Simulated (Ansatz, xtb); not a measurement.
## Relative energy of two isomers of C4H6OSi

Structure X is `O=CC#CC[SiH3]`, a singlet and structure Y is `C#C[C@@H]([SiH3])C=O`, a singlet. Both are isolated molecules in the gas phase, relaxed with B3LYP/def2-SVP, each in the lowest conformer that the search found.

Quicker runs give these differences E(Y) − E(X): GFN2-xTB +2.91 kcal/mol; HF/STO-3G +7.68 kcal/mol (at GFN2-xTB geometries); r2SCAN-D4/def2-SVP +5.09 kcal/mol (at GFN2-xTB geometries).

Estimate E(Y) − E(X) at the level CCSD(T)/def2-SVP + ΔMP2/def2-TZVPP.

Calculated at CCSD(T)/def2-SVP + ΔMP2/def2-TZVPP: E(Y) − E(X) = +1.45 kcal/mol, so structure X lies lower.

How the difference moves with the method:

| level | geometry | E(Y) − E(X) (kcal/mol) | departure from the last row (kcal/mol) | job, with rough time for the two |
| --- | --- | --- | --- | --- |
| GFN2-xTB | GFN2-xTB | +2.91 | +1.45 | optimisation, 0.34 s |
| HF/STO-3G | GFN2-xTB | +7.68 | +6.23 | single point, 0.3 s |
| r2SCAN-D4/def2-SVP | GFN2-xTB | +5.09 | +3.64 | single point, 2.2 s |
| B3LYP/def2-SVP | B3LYP/def2-SVP | +5.54 | +4.09 | optimisation, 49 s |
| HF/def2-SVP | B3LYP/def2-SVP | +2.80 | +1.34 | part of the CCSD(T) run |
| MP2/def2-SVP | B3LYP/def2-SVP | +2.38 | +0.92 | part of the CCSD(T) run |
| CCSD(T)/def2-SVP | B3LYP/def2-SVP | +2.19 | +0.74 | single point |
| CCSD(T)/def2-SVP + ΔMP2/def2-TZVPP | B3LYP/def2-SVP | +1.45 |  | single point, 25 s |

As drawn, both hold the same kinds of bond in the same numbers.

None of the levels shown reverses the order. The largest departure from CCSD(T)/def2-SVP + ΔMP2/def2-TZVPP is that of HF/STO-3G, 6.23 kcal/mol. The last row adds to CCSD(T) the change of the MP2 difference between the two basis sets, here −0.74 kcal/mol.

With thermal terms from frequencies at re-optimised GFN2-xTB minima (ideal gas, soft modes damped towards free rotors, one conformer each, 298.15 K, 1 atm): on the last row, ΔE + ΔZPE = +1.21, ΔH = +1.12, ΔG = +1.69 kcal/mol.

The correlated steps freeze 10 core orbitals. Mirror images aren't counted in ΔG. Codes used: Ansatz 0.2.0, xtb 6.7.1; the last row on 2 threads of Intel(R) Xeon(R) 6975P-C (Granite Rapids) on a shared host.

The conjugated ynal X is favoured over the branched aldehyde Y, but only slightly. In X the alkyne is internal and overlaps with the carbonyl π system, and the C–Si bond can donate into that acceptor by hyperconjugation. In Y a saturated carbon separates the two π units and the alkyne is terminal. The gap probably stays small because the C–Si bond in Y sits next to both π systems and can still donate into either, depending on conformation.

At fixed geometry and in the small basis, going from HF through MP2 to CCSD(T) shifts the difference little, so correlation largely cancels between the isomers. Both density functionals favour X more strongly, possibly because they overstabilise the extended π system. The larger basis lowers the gap by more than correlation does, so the sign is better supported than the exact size. Entropy adds to the preference for X, which suggests softer torsions about its linear alkyne axis. This thermodynamic ordering says nothing about how readily the isomers interconvert.
